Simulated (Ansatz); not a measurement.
## Band topology of BaZrO3 with spin–orbit coupling (computed with Ansatz 0.2.0)

Space group Pm-3m (No. 221), 5 atoms in the cell of the first input below: a = 4.182 Å, b = 4.182 Å, c = 4.182 Å, α = 90.00°, β = 90.00°, γ = 90.00°.

The volume is a measured one, shape and positions are a prototype's, taken without relaxation (pressure 5.2 GPa with this functional, without spin–orbit coupling). Functional: PBE.

Input:

```yaml
crystal:
  lattice:
    - [4.1815040793, 0.0, 0.0]
    - [0.0, 4.1815040793, 0.0]
    - [0.0, 0.0, 4.1815040793]
  atoms:
    - { symbol: Ba, position: [0.0, 0.0, 0.0] }
    - { symbol: Zr, position: [0.5, 0.5, 0.5] }
    - { symbol: O, position: [0.0, 0.5, 0.5] }
    - { symbol: O, position: [0.5, 0.5, 0.0] }
    - { symbol: O, position: [0.5, 0.0, 0.5] }
basis:
  ecutwfc: 420
  ecutrho_ratio: 4
kpoints:
  mp_grid: { grid: [4, 4, 4] }
hamiltonian:
  xc: pbe
scf:
  occupations: { method: gaussian, width: 0.05 }
output:
  forces: true
  stress: true
  eigenvalues: true
  populations: true
  topological_invariants: true
magnetization:
  noncollinear: true
  spin_orbit: true
```

```bash
ansatz run input.yaml --threads 8 --pin off --max-ram 15360MiB --backend cpu --events-out ev --progress --plain --runs-dir out
```

Time: 8.8 s on 8 threads of Arm Neoverse V2 (shared host), peak memory 0.99 GiB.

Without spin–orbit coupling the gap on a 8×8×8 mesh is 3.26 eV. With it, in a separate run (self-consistent on 6×6×6, bands on 8×8×8), a gap of 3.23 eV parts the filled from the empty bands (a gap on a mesh is an upper bound, as the edges may lie between its points). The indices are those of the lowest 40 bands, and their direct separation from the next band is open.

Odd-parity bands among them at the eight time-reversal-invariant momenta (inversion centre at 0.000 0.000 0.000):

| k | odd bands |
| --- | --- |
| 0.0 0.0 0.0 | 30 |
| 0.0 0.0 0.5 | 18 |
| 0.0 0.5 0.0 | 18 |
| 0.0 0.5 0.5 | 22 |
| 0.5 0.0 0.0 | 18 |
| 0.5 0.0 0.5 | 22 |
| 0.5 0.5 0.0 | 22 |
| 0.5 0.5 0.5 | 26 |

What are the Z2 indices by the rule of Fu and Kane?

Each Kramers pair counts once, so δ = (−1)^(odd bands / 2): −, −, −, −, −, −, −, −. The product of all eight gives ν0, the products over the planes k_i = 1/2 the weak indices: (0;000). The Wilson-loop planes give (0;000).

The cell is scaled in volume by 0.96 and 1.05 with the atoms carried along. Do the indices change?

No.

| volume ratio | pressure with spin–orbit coupling (GPa) | smallest direct separation sampled (eV) | at k | separation | Z2 |
| --- | --- | --- | --- | --- | --- |
| 0.96 | 12.9 | 3.401 | 0.00 0.00 0.00 | open | (0;000) |
| 1.00 | 5.3 | 3.370 | 0.00 0.00 0.00 | open | (0;000) |
| 1.05 | -2.3 | 3.312 | 0.00 0.00 0.00 | open | (0;000) |

Caveats: Kohn–Sham gaps are too small; Z2 indices don't see topology that rests on crystal symmetry, and an even number of inversions cancels; the cell shown stands at 5.3 GPa, so it isn't this functional's equilibrium.

BaZrO3 comes out as an ordinary ionic insulator with trivial Z2 indices. The negative δ at every invariant momentum is no sign of band inversion: the odd-band counts are exactly those of filled Ba 5s and 5p, Zr 4s and 4p, and O 2s and 2p shells placed on their lattice sites. The valence bands are mainly O 2p and the lowest conduction bands Zr 4d t2g. Spin–orbit coupling splits the latter but is far too weak to exchange them with the oxygen states, and the gap only falls from 3.26 to 3.23 eV. That this lies below the direct separation of 3.370 eV at Γ points to an indirect gap, as is known for the cubic phase.

The direct separation at Γ grows steadily on compression. Parity forbids t2g–O 2p mixing there, so the probable cause is the stronger Madelung potential, which raises the cation states relative to the oxygen states. Within the sampled volume range, nothing suggests an approach to band inversion; octahedral tilts remain untested.
